# Two-loop scaling of the $k$-channel Kondo model and the prefactor of $T_K$

## 1. Premises and conventions

An impurity spin $\mathbf S$ of size $S$ couples to $k$ equivalent conduction channels $\alpha=1,\dots,k$, each with spin 1/2:

$$H=\sum_{\alpha p\mu}\varepsilon_p c^\dagger_{\alpha p\mu}c_{\alpha p\mu}+H_K,\qquad H_K=J\,\mathbf S\cdot\mathbf s,\qquad \mathbf s=\sum_\alpha \psi^\dagger_\alpha\frac{\boldsymbol\sigma}{2}\psi_\alpha .$$

$\psi_{\alpha\mu}$ is the electron operator at the impurity site, $\rho$ its density of states per spin and per channel, and $g=\rho J>0$ (antiferromagnetic). We set $\hbar=1$, $C\equiv S(S+1)$, $\kappa\equiv k/2$, $X\equiv\boldsymbol\sigma\cdot\mathbf S$. All coefficients refer to this normalisation; with $\psi^\dagger\boldsymbol\sigma\psi$ in place of $\psi^\dagger\boldsymbol\sigma\psi/2$ one has $g=2\rho J$.

Premises:

1. The band is flat for $|\varepsilon|<D$ and half filled (particle-hole symmetry); $T=0$.
2. Spin rotation and channel symmetry are exact. Then $\mathbf S\cdot\mathbf s$ is the only marginal impurity operator: potential scattering is odd under particle-hole conjugation, and higher tensors of $\mathbf S$ can couple only to four or more fermion fields, which is irrelevant. A change of $D$ can therefore be compensated by a change of $g$ alone, up to powers of (energy)$/D$.
3. $g\ll1$.

**Infrared regulator and observable.** Remove the states with $|\varepsilon|<\omega\ll D$ and add one test level $d_\mu$ at zero energy in one channel, $\psi\to\psi+\sqrt w\,d$ with $w\to0$. The gap makes perturbation theory finite. After the band is integrated out, impurity and test level interact through $wJ_{\rm eff}\,d^\dagger (X/2)\,d$. The level splitting $\Gamma=\rho J_{\rm eff}$ is an observable and serves as the running coupling at scale $\omega$.

The band propagator in imaginary time is

$$\mathcal G(\tau)\equiv\langle T\psi(\tau)\psi^\dagger(0)\rangle=\rho\,{\rm sgn}(\tau)\,\phi(|\tau|),\qquad \phi(t)=\int_\omega^D\! d\varepsilon\, e^{-\varepsilon t}=\frac{e^{-\omega t}-e^{-Dt}}{t}.$$

It is odd in $\tau$ because particles ($\tau>0$) and holes ($\tau<0$) have the same spectrum and the fermion ordering gives a minus sign. Two integrals are needed:

$$\int_0^\infty\!\phi\,dt=\int_\omega^D\frac{d\varepsilon}{\varepsilon}=\ln\frac D\omega\equiv\ell,$$
$$\int_0^\infty\! t\,\phi^2dt=\int_\omega^D\!\!\int_\omega^D\frac{d\varepsilon\,d\varepsilon'}{(\varepsilon+\varepsilon')^2}=\ln\frac{(D+\omega)^2}{4D\omega}\simeq \ell-\ln4 .$$

## 2. The effective exchange through order $g^3$

Expand $U=\langle T\exp(-\int H_K\,d\tau)\rangle_{\rm band}$ and match the part linear in $d^\dagger d$ to $-wJ_{\rm eff}\int d\tau\, d^\dagger(X/2)d$. The free spin has no dynamics, so $T[S^a(\tau_1)S^b(\tau_2)\cdots]$ only orders the operators, latest time to the left. Reordering $d^\dagger$ and $d$ under $T$ leaves terms without $d$ operators, which do not affect the exchange.

**(a) Open lines.** When all $n$ vertices lie on the fermion line that joins $d^\dagger$ to $d$, the $n!$ labellings cancel $1/n!$ and the term is

$$w(-J)^n\!\int\! d^n\tau\; d^\dagger\,\frac{\sigma^{a_1}}2\cdots\frac{\sigma^{a_n}}2\,d\;\,\mathcal G(\tau_{12})\cdots\mathcal G(\tau_{n-1,n})\;T[S^{a_1}(\tau_1)\cdots S^{a_n}(\tau_n)],$$

with $\tau_{ij}=\tau_i-\tau_j$. For $n=1$ this gives $J_{\rm eff}=J$.

**(b) Second order.** From $\sigma^a\sigma^b=\delta^{ab}+i\epsilon^{abc}\sigma^c$ and $\epsilon^{abc}S^aS^b=iS^c$,

$$\sigma^a\sigma^bS^aS^b=X^2=C-X,\qquad \sigma^a\sigma^bS^bS^a=C+X ,$$

so the spin factor is $C-{\rm sgn}(\tau_{12})X$. The $C$ part multiplies $\int\mathcal G\,d\tau=0$. The rest is $\frac{J^2}4(-X)\,2\rho\ell=-\frac X2J^2\rho\ell$, hence $\Gamma^{(2)}=g^2\ell$. A closed loop with a single vertex vanishes since ${\rm tr}\,\sigma^a=0$.

**(c) Third order, open line.** The factor $\sigma^a\sigma^b\sigma^c$ multiplies one of six orderings of the spin operators. Repeated use of (b) gives:

| ordering | evaluation | result |
|---|---|---|
| $S^aS^bS^c$ | $X(C-X)$ | $(C+1)X-C$ |
| $S^cS^bS^a$ | $\sigma^a(C+X)S^a$ | $(C+1)X+C$ |
| $S^aS^cS^b$ | $X(C+X)$ | $(C-1)X+C$ |
| $S^bS^aS^c$ | $(C+X)X$ | $(C-1)X+C$ |
| $S^bS^cS^a$ | $\sigma^a(C-X)S^a$ | $(C-1)X-C$ |
| $S^cS^aS^b$ | $S^c(C-X)\sigma^c$ | $(C-1)X-C$ |

Written out, the second row is $\sigma^a(\sigma^b\sigma^cS^cS^b)S^a=\sigma^a(C+X)S^a=CX+\sigma^a\sigma^dS^dS^a=CX+C+X$. The coefficient of $X$ is $C+1$ when $\tau_2$ lies between $\tau_1$ and $\tau_3$ and $C-1$ otherwise, that is $C+{\rm sgn}(u)\,{\rm sgn}(v)$ with $u=\tau_{12}$, $v=\tau_{23}$. The scalar part is $-C\,{\rm sgn}(u)\,{\rm sgn}(v)\,{\rm sgn}(u+v)$; it is odd under $(u,v)\to(-u,-v)$ while $\mathcal G(u)\mathcal G(v)$ is even, so it integrates to zero. The $X$ part factorises:

$$-\frac{J^3}{8}X\Big[C\Big(\int\mathcal G\,du\Big)^2+\Big(\int|\mathcal G|\,du\Big)^2\Big]=-\frac{J^3}8X\,(2\rho\ell)^2=-\frac X2J^3\rho^2\ell^2 .$$

Thus $\Gamma^{(3,\rm open)}=g^3\ell^2$, the exact square of the second-order logarithm, with no single logarithm and no dependence on $S$.

**(d) Third order, closed loop.** One vertex (time $\tau_2$, three choices) carries $d^\dagger d$, the other two form a loop:

$$\langle Ts^a(\tau)s^c(0)\rangle=-k\,\frac{{\rm tr}(\sigma^a\sigma^c)}4\,\mathcal G(\tau)\mathcal G(-\tau)=\frac k2\,\delta^{ac}\rho^2\phi^2(|\tau|).$$

The spin factor is $S^aS^aS^b=CS^b$ if $\tau_2$ lies outside the interval spanned by $\tau_1,\tau_3$. Inside it,

$$S^aS^bS^a=S^aS^aS^b+S^a[S^b,S^a]=CS^b+i\epsilon^{bac}S^aS^c=(C-1)S^b .$$

The part $CS^b$, integrated over all times, is the product of the second-order ground-state energy shift and the first-order vertex; it belongs to the exponentiation of $U$ and does not change $J_{\rm eff}$. The remainder $-S^b$ is confined to $\tau_2$ inside the interval. At fixed $\tau_2$ there are two orders of $\tau_1,\tau_3$, and an interval of length $t$ can be slid over a range $t$, so the time integral is $2\int_0^\infty t\,\phi^2dt$. The term is

$$\frac{(-J)^3}{3!}\cdot3\cdot\frac k2\rho^2\cdot(-1)\cdot2(\ell-\ln4)\,\frac X2=+\frac X2\,\frac k2J^3\rho^2(\ell-\ln4),$$

so $\Gamma^{(3,\rm loop)}=-\kappa g^3(\ell-\ln4)$. A two-vertex open line with a one-vertex loop vanishes, which exhausts third order:

$$\Gamma=g+g^2\ell+g^3\big[\ell^2-\kappa(\ell-\ln4)\big]+O(g^4).$$

## 3. The beta function

By premise 2, $\Gamma$ at fixed $\omega$ is unchanged when $D$ varies and $g$ follows $dg/d\ln D=\beta(g)$, so $\partial_\ell\Gamma+\beta\,\partial_g\Gamma=0$. With $\beta=b_2g^2+b_3g^3+\dots$,

$$g^2+g^3(2\ell-\kappa)+(b_2g^2+b_3g^3)(1+2g\ell)=O(g^4).$$

Order $g^2$ gives $b_2=-1$. At order $g^3$ the terms in $\ell$ cancel, as they must for $\beta$ to be independent of $\omega$, and $b_3=\kappa$:

$$\boxed{\frac{dg}{d\ln D}=-g^2+\frac k2\,g^3+O(g^4)}$$

Neither coefficient depends on $S$. The cubic term, due to Abrikosov and Migdal (1970) and to Fowler and Zawadowski (1971), has a simple meaning. Step (d) holds for any insertion of $S^b$ and multiplies it by $1-\kappa g^2\ell$: the impurity spin has scaling dimension $\eta=kg^2/2$, and $\beta=-g^2+\eta g$. If the channels have couplings $g_\alpha$, open lines stay in one channel and the loop sums over all, so $dg_\alpha/d\ln D=-g_\alpha^2+\frac12g_\alpha\sum_\gamma g_\gamma^2$.

**Independent test ($S=1/2$, small $g_\perp$).** For a loop of two $g_z$ vertices, $S^zS^+S^z=(\frac14-\frac12)S^+$, half the isotropic remainder, so step (d) predicts $dg_\perp/d\ln D=-g_\perp g_z+\frac k4g_z^2g_\perp$. Directly: a flip by $S^+$ raises the potential of every $\uparrow$ species by $J_z/2$ and lowers that of every $\downarrow$ species equally, changing the displaced charges by $\mp g_z/2$ (phase shift over $\pi$; corrections are cubic). One channel also transfers an electron from $\uparrow$ to $\downarrow$. The orthogonality-catastrophe rule, dimension $=\frac12\sum(\text{charge sent to infinity})^2$, gives $(1-g_z/2)^2+(k-1)(g_z/2)^2=1-g_z+\frac k4g_z^2$, and $dg_\perp/d\ln D=(\text{dimension}-1)g_\perp$ reproduces the prediction, including the absence of a $k$-independent cubic term.

## 4. What is independent of the scheme

Another band shape or cutoff rule defines a coupling $g'=f(g)=g+ag^2+bg^3+\dots$ with $\beta'(g')=f'(g)\beta(g)$. With $\beta=-g^2+\kappa g^3+b_4g^4$,

$$f'\beta=-g^2+(\kappa-2a)g^3+(b_4+2a\kappa-3b)g^4,$$
$$-g'^2+\kappa g'^3=-g^2+(\kappa-2a)g^3+(3a\kappa-a^2-2b)g^4 .$$

The first two orders coincide, so $b_2'=-1$ and $b_3'=\kappa$ for every $a$ and $b$, whereas $b_4'=b_4+a^2-\kappa a-b$ can be given any value. The unit coefficient of the linear term of $f$ matters: $g'=\lambda g$ would give $b_2'=-1/\lambda$ and $b_3'=\kappa/\lambda^2$, leaving only $b_3/b_2^2=k/2$ invariant.

## 5. The Kondo temperature

Partial fractions give

$$-\frac1\beta=\frac1{g^2(1-\kappa g)}=\frac1{g^2}+\frac\kappa g+\frac{\kappa^2}{1-\kappa g}.$$

Since $d\ln D=dg/\beta$, the combination $\ln D-\int dg/\beta$ is constant along the flow:

$$k_BT'=D\Big(\frac{g}{1-\kappa g}\Big)^{\kappa}e^{-1/g}.$$

With the quartic term, $-1/\beta=g^{-2}+\kappa g^{-1}+(\kappa^2+b_4)+O(g)$, and the invariant is $\ln D-1/g+\kappa\ln g+(\kappa^2+b_4)g+\dots$ The factor $(1-\kappa g)^{-\kappa}$ is therefore of the same order as the effect of the scheme-dependent $b_4$, and both vanish as $g\to0$. What is established is

$$\boxed{k_BT_K=c\,D\,g^{k/2}\,e^{-1/g}\,[1+O(g)]}$$

Terms of $\beta$ beyond the cubic one cannot alter the power $k/2$, because they add only positive powers of $g$ to $\ln T_K$. The cubic term cannot be dropped however small $g$ is, because $\kappa\ln g$ diverges. For $k=1$ the prefactor is $\sqrt g$.

**The constant $c$.** It is not universal, for two reasons. First, $1/g'=1/g-a+O(g)$, so $e^{-1/g'}=e^{a}e^{-1/g}$: a scheme change multiplies $c$ by $e^{a}$. For a semi-elliptic band with the same $\rho$ at the Fermi level and half-width $D$, $\ell$ is replaced by $\ell+a$ with $a=\int_0^1dx\,(\sqrt{1-x^2}-1)/x=\ln2-1=-0.307$, and $T_K$ is multiplied by $2/e=0.736$. Second, $c$ depends on the observable used to define $T_K$. Here $c=1$ for the flat band, which is a definite choice: $\Gamma$ obeys $d\Gamma/d\ln\omega=-\Gamma^2+\kappa\Gamma^3$, and the series of section 2 has no constant in its $g^2$ term, so

$$\ln\frac{\omega}{k_BT_K}=\frac1\Gamma-\kappa\ln\Gamma+O(\Gamma,g),\qquad \Gamma\simeq\frac1L+\frac{\kappa\ln L}{L^2},\quad L=\ln\frac\omega{k_BT_K}\gg1 .$$

The second form follows by one iteration of $1/\Gamma=L+\kappa\ln\Gamma$.

## 6. The fixed point at large $k$

The truncated $\beta$ vanishes at $g^*=2/k$ with slope

$$\Delta=\beta'(g^*)=-2g^*+3\kappa g^{*2}=-\frac4k+\frac6k=\frac2k>0 .$$

So $g-g^*\propto D^{\Delta}$ decays as $D\to0$: the perturbation is irrelevant, with operator dimension $1+\Delta$. The truncated flow integrates in closed form. Put $y=1/(\kappa g)-1$ and $k_BT_0=\kappa^\kappa k_BT'=D\,y^{-\kappa}e^{-\kappa(y+1)}$. Then $ye^y=e^{-1}(D/k_BT_0)^{2/k}$ and

$$g(D)=\frac{g^*}{1+W\!\big[e^{-1}(D/k_BT_0)^{2/k}\big]},$$

with $W$ the Lambert function; $W(z)\simeq z$ at small $z$ gives the power $D^{2/k}$.

**Control.** A factor $k$ needs a closed loop, a loop needs at least two vertices, and one vertex at least lies on the open line. A term $k^mg^n$ in $\beta$ therefore has $n\ge2m+1$. With $g=x/k$ it contributes $k^{m+2-n}x^n$ to $k^2\beta$. The exponent is zero only for $(m,n)=(0,2)$ and $(1,3)$ and equals $-1$ for $(1,4)$ and $(2,5)$; a term $(0,3)$ was shown to be absent, and all others are smaller:

$$k^2\beta=-x^2+\tfrac12x^3+\tfrac1k\big(b_{41}x^4+b_{52}x^5\big)+O(k^{-2}).$$

The zero at $x=2$ survives for $k\to\infty$ at fixed $S$, with relative corrections of order $1/k$. Its position depends on the scheme, $g'^*=(2/k)(1+2a/k+\dots)$. Its slope does not: $d\beta'/dg'=d\beta/dg+\beta f''/f'$, and the last term vanishes at a zero. The spin dimension there is $\eta=kg^{*2}/2=2/k$, equal to $\Delta$ at this order. The conformal field theory of Affleck and Ludwig (1991), quoted without proof, has $\Delta=2/(k+2)=2/k-4/k^2+\dots$ for all overscreened cases, which shows a relative correction $2/k$.

The higher coefficients grow with $S$. A static classical spin of length $\sqrt C$ is a potential $\pm J\sqrt C/2$ with $\tan\delta_{\rm cl}=\pi g\sqrt C/2$, and a power series in $g$ needs this to be small. At $g^*$ the condition reads $k\gg\pi\sqrt{C}$.

Channel symmetry is essential. For deviations $\delta_\alpha$ with $\sum_\alpha\delta_\alpha=0$, the flow of section 3 linearises to $d\delta_\alpha/d\ln D=(-2g^*+\kappa g^{*2})\delta_\alpha=-(2/k)\delta_\alpha$, which grows as $D\to0$.

**When the zero is spurious.** At $J\to\infty$ the site binds one electron per channel with total spin $k/2$ antiparallel to $\mathbf S$, leaving spin $|S-k/2|$. Following Nozières and Blandin (1980), the residual spin couples antiferromagnetically to the remaining electrons for $k>2S$, both ends of the flow are unstable, and an intermediate fixed point must exist. For $k=2S$ the bound state is a non-degenerate singlet. For $k=3$, $S=3/2$ the lowest level of $J\,\mathbf S\cdot\mathbf s$ is $-15J/4$ and the next is the triplet at $-11J/4$, a gap $J$. With no residual degeneracy, the corrections in $1/J$ are irrelevant and the flow ends in a Fermi liquid at strong coupling. The zero at $g=2/3$ is then an artefact of truncation: the counting parameter of the omitted term, $kg^4/g^2=4/k$, exceeds one. For $k<2S$ the flow also reaches strong coupling, with a residual spin coupled ferromagnetically.

## 7. Range of validity

- The two coefficients of $\beta$ and the form $g^{k/2}e^{-1/g}$ hold for any $k$ and $S$, whether under-, fully or overscreened, since they concern only the weak-coupling end of the flow.
- The bracket $[1+O(g)]$ is near one if $\kappa^2g\ll1$ and $|b_4|g\ll1$. For large $k$ the first condition is stronger than $g\ll g^*$, and the form $T'$ should be kept.
- The running coupling is reliable while $\kappa\Gamma\ll1$ and $\pi\Gamma\sqrt C/2\ll1$, that is for $\omega,k_BT\gg k_BT_K$. The flow can be followed to zero energy only for $k\gg\pi\sqrt{S(S+1)}$, and the exponent $2/k$ applies only there.
- The model needs a rigid spin, equivalent channels, single-ion anisotropy and inter-impurity coupling below the scale probed, and a density of states smooth near the Fermi level. Potential scattering is absorbed in scattering states and rescales $\rho$, hence $g$.

## 8. Numerical illustration: Fe in Au as a $k=3$, $S=3/2$ model

The assignment of three channels and spin 3/2 to dilute Fe in Au, proposed by Costi and co-workers (2009), is adopted as a premise. Assumed inputs: $D=1$ eV, the order of the intra-atomic exchange below which a rigid spin exists, and $g=0.15$. The value of $g$ was chosen so that the two-loop formula lands near the typical Kondo temperature of this alloy, of order 1 K; the numbers below are the model's and test nothing about the alloy.

With $\kappa=3/2$, $C=15/4$, $c=1$:

- $D/k_B=11605$ K and $e^{-1/g}=1.273\times10^{-3}$, so the one-loop scale is $De^{-1/g}/k_B=14.8$ K.
- The two-loop prefactor is $g^{3/2}=0.0581$, a reduction by 17.2, or $\kappa\ln g=-2.85$ in $\ln T_K$.
- $T_K=0.86$ K.

| $k$ at the same $D$, $g$ | 1 | 2 | 3 |
|---|---|---|---|
| $T_K$ (K) | 5.7 | 2.2 | 0.86 |

Read backwards, a one-loop fit to the same $T_K$ returns $g=1/\ln(D/k_BT_K)=1/9.51=0.105$, a fraction 0.70 of the coupling put in.

**Size of the neglected terms.** At the bare scale the cubic term is $\kappa g=0.225$ of the quadratic one. The retained but uncontrolled factor is $(1-\kappa g)^{-\kappa}=1.47$ (leading term $\kappa^2g=0.34$ in the logarithm). The coefficient $b_4$ was not computed; its spin-dependent part can be sized from the classical spin. There $\tan\delta_{\rm cl}=0.46$, and replacing $\tan\delta_{\rm cl}$ by $\delta_{\rm cl}$ changes $g$ by the fraction $\tan^2\delta_{\rm cl}/3=0.069$, hence $1/g$ by 0.46 and $T_K$ by a factor 1.6. If both acted in the same direction they would make a factor 2.3; a semi-elliptic band gives 0.736. These are well below the factor 17.2 of the two-loop prefactor but they remove the second digit: the model gives $T_K\approx1$ K within a factor of about two. The input matters as much, since $d\ln T_K/d\ln g=1/g+\kappa=8.2$ and a 10 per cent larger $g$ raises $T_K$ by a factor 2.1.

**Where the expansion stops.** At $\omega=100\,k_BT_K$ (86 K) the relation $1/\Gamma-\kappa\ln\Gamma=\ln100$ gives $\Gamma=0.34$, while integrating the truncated flow from $g=0.15$ at $D$ gives $\Gamma=0.30$, where $\kappa\Gamma=0.45$. Two decades above $T_K$ the cubic term is already nearly half the quadratic one. The large-$k$ condition would need $k\gg\pi\sqrt{15/4}=6.1$ and fails for $k=3$. In this model the two-loop result fixes how $T_K$ depends on $g$ and $D$, while the state below $T_K$ is the fully screened Fermi liquid of section 6, not the fixed point at $2/k$.